**Question: how cheap can I go for GeSb4Te7?**

I am screening layered Ge–Sb–Te crystals and have one of them computed by eight methods, from semi-empirical up to r2SCAN. I need a usable gap and, later, a structure. Which rows can I trust for which purpose, and is the dearer method worth its time?

Bulk GeSb4Te7 (P-3m1, periodic in three directions) by semi-empirical, tight-binding and DFT methods, without spin polarisation or spin-orbit coupling. Gaps are for the common cell relaxed with r2SCAN+rVV10, volumes for each method's own equilibrium and bulk moduli for fixed cell shape; rows with 108 atoms use a periodic cluster of nine cells.

```tsv
name	kind	band gap (eV)	volume per atom (Å³)	bulk modulus (GPa)	atoms computed	rough processor time, order of size (s)
PBE coarse-settings	low cutoff and mesh	0.323	n/a	n/a	12	10
PM7	semi-empirical	3.945	n/a	n/a	108	50
PBE SZV	small basis	0.295	n/a	n/a	12	50
GFN1-xTB tblite	tight binding	0.707	n/a	n/a	108	60
PBE DZVP	small basis	0.309	33.36	46.50	12	90
PBE	semilocal	0.316	n/a	n/a	12	90
PM6	semi-empirical	3.167	n/a	n/a	108	100
r2SCAN	semilocal	0.414	n/a	n/a	12	200
```

**Answer**

Ge and Sb each sit among six Te, bonded mainly through p orbitals. The charges Ge²⁺ + 4 Sb³⁺ balance 7 Te²⁻, and the 66 valence electrons can fill 33 bands exactly, which allows a gap, and every row finds one. Standard chemistry puts Te p states at the top of the filled bands and antibonding cation p states just above them, with a narrow gap between. The gap is a difference of two levels at particular k points, whereas volume and modulus come from the slope and curvature of the total energy. The two respond to different economies. Full PBE serves below as a yardstick for steps, not as the true gap.

*Settings and basis.* The four PBE rows span only 0.028 eV, about $kT$ at 300 K, and 0.014 eV without the minimal SZV basis. These rows also differ in mesh and potentials, so an order among coarse, DZVP and full PBE means nothing. A scale for purpose is the intrinsic carrier density, which goes as $\exp(-E_g/2kT)$ with $E_g$ the band gap. A gap error of the coarse or DZVP size changes it by a factor of 1.14, the SZV error by 1.5.

*The k point matters far more.* In the coarse, SZV and DZVP runs the smallest gap among the points sampled is direct and lies at A $= (0,0,\tfrac12)$, where a state changes sign from one cell to the next along c. The coarse run shows the price of overlooking it: its 6×6×1 mesh alone gives 0.573 eV, and evaluating A as well gives 0.323 eV. The slabs therefore couple strongly enough for the band edges to disperse along c. The 0.250 eV difference is nine times the whole PBE spread.

This bears directly on the 108-atom rows. A cluster of 3×3×1 cells (as used for GFN1-xTB and PM7), solved at its zone centre, contains only the points $(i/3, j/3, 0)$ of the crystal, a subset of the zone-centred 6×6×1 mesh. A sampled gap is the lowest empty level minus the highest filled level over the points seen, so dropping points can only widen it. PBE on the cluster's points would thus give at least 0.573 eV. GFN1-xTB lies 0.384 eV above coarse PBE with A but 0.134 eV above the mesh-only value; that most of its excess is sampling remains a guess, since it presumes that its bands disperse along c as those of PBE do, and xTB, fitted to molecules, can be far off for the gaps of solids.

*The Hamiltonian.* PM6 and PM7 exceed even the mesh-only PBE value by 2.59 and 3.37 eV, so something beyond a PBE-sized sampling effect is at work. The expected cause is that these are Hartree–Fock orbital gaps, in which an electron added to an empty level feels the unscreened repulsion of all the others. The bare $e^2/4\pi\varepsilon_0 r$ at a bond length $r$ of 3 Å is about 5 eV, the right order and no more, while a very polarisable telluride screens most of it away. The two parametrisations disagree by 0.778 eV, over twice the PBE gap. PM7 is suspect besides: its heat of formation of −11.9 eV per atom is unphysical and its Sb is negatively charged. The run summary also lists a timed-out PM7 SCF, but the run that supplies this gap converged without warnings, so the doubt rests on the energy and the charges alone.

r2SCAN lies 0.098 eV, or 31 %, above PBE, which is 3.5 times the PBE spread and a factor of about 7 in carrier density. This is the usual direction, since a meta-GGA recovers part of the exchange discontinuity that PBE lacks, and both usually underestimate gaps. The step does not show r2SCAN to be nearer to nature here. Spin-orbit coupling is absent from all rows, and in Sb–Te compounds it can shift band edges by an amount comparable with these gaps and even invert their order. Each gap also belongs to the common cell, not to the method's own.

*Structure.* A method that prefers a larger cell than the one imposed pushes outward, and the pressure measures by how much. For DZVP this can be checked with the Birch–Murnaghan equation at $B'=4$, where $B'$ is the pressure derivative of the modulus. Write the energy as quadratic in the strain $f=\tfrac12(x^{2/3}-1)$, with $x=V_0/V$, $V_0$ the volume per atom of the table, $V$ that of the common cell and $B_0$ the bulk modulus. Then $E=\tfrac92 V_0B_0f^2$, and $P=-dE/dV$ gives

$$P=\tfrac32 B_0\,(x^{7/3}-x^{5/3}),\qquad x=\frac{33.36}{31.82}=1.0484,$$

$$P=\tfrac32(46.5)(1.11659-1.08196)=2.42\ \text{GPa}.$$

This is 1.3 % below the 2.46 GPa computed from the stress, a miss about as large as the rounding of the volumes or a change of $B'$ by one. Linear elasticity falls 12 % short of the computed value because the crystal stiffens on compression. No constant was adjusted to the stress, but volume, modulus and stress all come from one method, so the agreement shows consistency and not accuracy. It does license reading $P/B_0$ as a rough volume mismatch while it stays at a few per cent; the printed output below has it row by row, but for the large values only the sign is safe.

Judged by pressure, the cheap rows that agreed on the gap part company. SZV gives 7.71 GPa, 3.1 times DZVP, and its largest force is 2.9 times as large, while the two gaps differ by only 0.014 eV. The argument is that one function per orbital cannot contract or polarise, which penalises short bonds more than it shifts a difference of two p-like levels. The close gap cannot be counted on elsewhere, since a minimal basis can put empty bands and gaps far off. GFN1-xTB, fitted to molecules, pulls inward instead. Both pressures are too large beside the DZVP modulus to be turned into volumes, and each method has a modulus of its own, so the table supports the opposite directions but not the sizes of the misfits.

DZVP itself prefers a volume 4.9 % above the r2SCAN+rVV10 cell. PBE is known to give long bonds and to lack dispersion, and the stresses suggest that both count: in the coarse, SZV and DZVP runs the compressive stress is slightly larger in plane than along c, so the expansion is not confined to the van der Waals gap. Coarse PBE lies 0.80 GPa below DZVP, or 1.7 % of $B_0$, a third of the effect. A low cutoff generally biases pressures downward, and the coarse run is flagged as below the recommended one. But full PBE, with the same code and potentials at a higher cutoff, does not close the gap to DZVP, so cutoff and mesh do not explain it. Basis and potentials remain as likely causes, not separated here, and every pressure carries some grid noise. Part of the DZVP expansion may therefore belong to its basis and potentials and not to PBE itself. The modulus is for fixed shape, and letting c/a relax can only soften it.

*Cost.* The times are rough sizes from shared machines, fit to size classes of methods but not to compare programs, and they span only a factor of 20. Full PBE costs about nine times the coarse run and r2SCAN about twice PBE, while the cluster rows are of the same order as PBE. Scaling gives a likely reason for the last point: $N$ cells diagonalised together cost $N^3$, $N$ k points cost $N$, a penalty of 81 for nine cells that eats up the gain from small matrices. Reaching A needs an even number of cells along c and makes it worse.

For sorting crystals by gap to about 0.03 eV within PBE, the coarse setting or DZVP is enough on the evidence of this one crystal, provided the band edges are also sought on the zone face along c (here at A). For volumes, avoid SZV and GFN1-xTB; use a converged cutoff or basis with a dispersion term, and check it against a measured cell, since no row here tests that choice. Allow there for thermal expansion, zero-point motion and any mixing of Ge and Sb, which this ordered cell leaves out. For carrier densities or an absorption edge, no row suffices, and spin-orbit coupling should come before any choice between PBE and r2SCAN. In a sulfide or selenide of this type the gap is generally wider and spin-orbit coupling weaker, so a step of a tenth of an eV would be a smaller share of the gap, though it would change a carrier density by the same factor. An isolated sheet has no dispersion along c, and the objection about A would vanish.

Output of the analysis:

```
valence electrons 66, filled bands 33; coarse run extra electrons per atom 10
kT at 300 K 0.0259 eV; rounding of a gap difference 0.001 eV
row | gap eV | minus PBE eV | % | step/kT | time/PBE time | atoms
PBE coarse-settings | 0.323 | +0.007 | +2 | +0.3 | 0.11 | 12
PM7 | 3.945 | +3.629 | +1148 | +140.4 | 0.56 | 108
PBE SZV | 0.295 | -0.021 | -7 | -0.8 | 0.56 | 12
GFN1-xTB tblite | 0.707 | +0.391 | +124 | +15.1 | 0.67 | 108
PBE DZVP | 0.309 | -0.007 | -2 | -0.3 | 1.00 | 12
PBE | 0.316 | +0.000 | +0 | +0.0 | 1.00 | 12
PM6 | 3.167 | +2.851 | +902 | +110.3 | 1.11 | 108
r2SCAN | 0.414 | +0.098 | +31 | +3.8 | 2.22 | 12
PBE spread: four rows 0.028 eV, without SZV 0.014 eV; r2SCAN step / spread 3.5
carrier factor exp(|step|/2kT): PBE coarse-settings 1.14, PBE DZVP 1.14, PBE SZV 1.50, r2SCAN 6.66
zone-centred grid (3, 3, 1): holds A False, K True, M False
zone-centred grid (6, 6, 1): holds A False, K True, M True
zone-centred grid (5, 5, 3): holds A False, K False, M False
zone-centred grid (12, 12, 2): holds A True, K True, M True
coarse PBE: 6x6x1 mesh only 0.573 eV, with A 0.323 eV, missing A adds 0.250 eV (77 %)
GFN1 minus coarse PBE: with A 0.384 eV, mesh only 0.134 eV
PM6, PM7 minus mesh-only PBE: 2.59, 3.37 eV; PM7 minus PM6 0.778 eV
gap ratio to PBE: GFN1 2.2, PM6 10.0, PM7 12.5
bare e^2/r, order of size only: r = 3 A 5 eV, r = cluster edge 12.8 A 1 eV
PM7 heat of formation -11.9 eV/atom; GFN1 mean Sb charge +0.155 e
common cell 31.82 A^3/atom; DZVP volume +4.9 % above it, 1.6 % in length
DZVP pressure on the common cell, computed 2.46 GPa
  Birch-Murnaghan B'=4: 2.42 GPa, residual -0.03 GPa (-1.3 %)
  B'=3: 2.37 GPa, residual -0.09 GPa (-3.7 %)
  B'=5: 2.48 GPa, residual +0.03 GPa (+1.1 %)
  linear: 2.15 GPa, residual -0.30 GPa (-12.3 %)
  effect of rounding of volumes: up to 0.02 GPa
row | pressure | in plane | along c (GPa) | P/B0 % with DZVP modulus, order of size only
PBE coarse-settings | +1.66 | +1.73 | +1.52 | +4
PBE SZV | +7.71 | +7.89 | +7.33 | +17
PBE DZVP | +2.46 | +2.50 | +2.36 | +5
GFN1-xTB tblite | -9.68 | -9.04 | -10.96 | -21
SZV/DZVP: pressure 3.1, largest force 2.9, gap difference -0.014 eV
DZVP minus coarse pressure 0.80 GPa = 1.7 % of B0
cluster of 9 cells: N^3 = 729, against N k points a factor 81
time: span 20x, PBE/coarse 9x, r2SCAN/PBE 2.2x
```
